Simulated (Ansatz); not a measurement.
# A series in volume scale on Mg

Results calculated with Ansatz 0.2.0, not measured. Periodic Kohn-Sham DFT of a crystal at fixed atoms, scaled to volume_scale times the given cell; pressure positive in compression, energy less spherical unpolarised free atoms, largest_vzz the field gradient of largest size among the nuclei.

The cell before it is scaled or strained (space group Im-3m, No. 229):
```
CELL_PARAMETERS angstrom
-1.47650 1.47650 1.47650
1.47650 -1.47650 1.47650
1.47650 1.47650 -1.47650
ATOMIC_POSITIONS crystal
Mg 0.00000 0.00000 0.00000
```

Settings of every row: method all-electron PAW; functional PBEsol; relativity scalar; k mesh 16x16x16; filling fermi-dirac; smearing width 0.05 eV; nucleus gaussian.

Atom start moment: 0 on all atoms.

Limits: all rows lie far from zero pressure; cell far from its zero-pressure volume.

```
row  volume scale  V (Å³/atom)  pressure (GPa)
  1          0.94       12.103          75.157
  2        0.9405       12.109          75.016
  3          0.96        12.36               ?
  4          0.98       12.618          64.716
  5          0.99       12.747          62.352
  6             1       12.875          60.077
  7          1.01       13.004          57.889
  8          1.02       13.133          55.781
  9          1.04        13.39          51.798
 10          1.06       13.648          48.101
```

Question: what pressure should row 3 give?

Worked fit of pressure. Take u = (V_r/V)^(2/3) − 1 with V_r = 12.875 Å³ an atom, which is twice the finite (Eulerian) strain; such expansions in the strain, on which the Birch-Murnaghan equation of state is built, carry the rest volume and the bulk modulus. The shown rows have u = 0.04208, 0.04174, 0.01353, 0.00668, 0, -0.00662, -0.01314, -0.02581, -0.03812. Least squares give pressure = 60.0842 + 335.109 × u + 545.2 × u² GPa; a straight line predicts inner rows, each left out in turn, worse (root mean square 0.38 against 0.0065 GPa). The rows lie off it by 0.006, -0.006, -0.002, 0.005, -0.007, -0.001, 0.006, 0.000, -0.001 (root mean square 0.0046 GPa). The withheld row has u = 0.02759, so the fit gives 60.0842 + 335.109 × (0.02759) + 545.2 × (0.02759)² = 69.745 GPa.

The calculation gave 69.73 GPa. The fit lies 0.015 GPa (0.055 % of the column's range) above it; its largest miss of a shown row is 0.007 GPa.
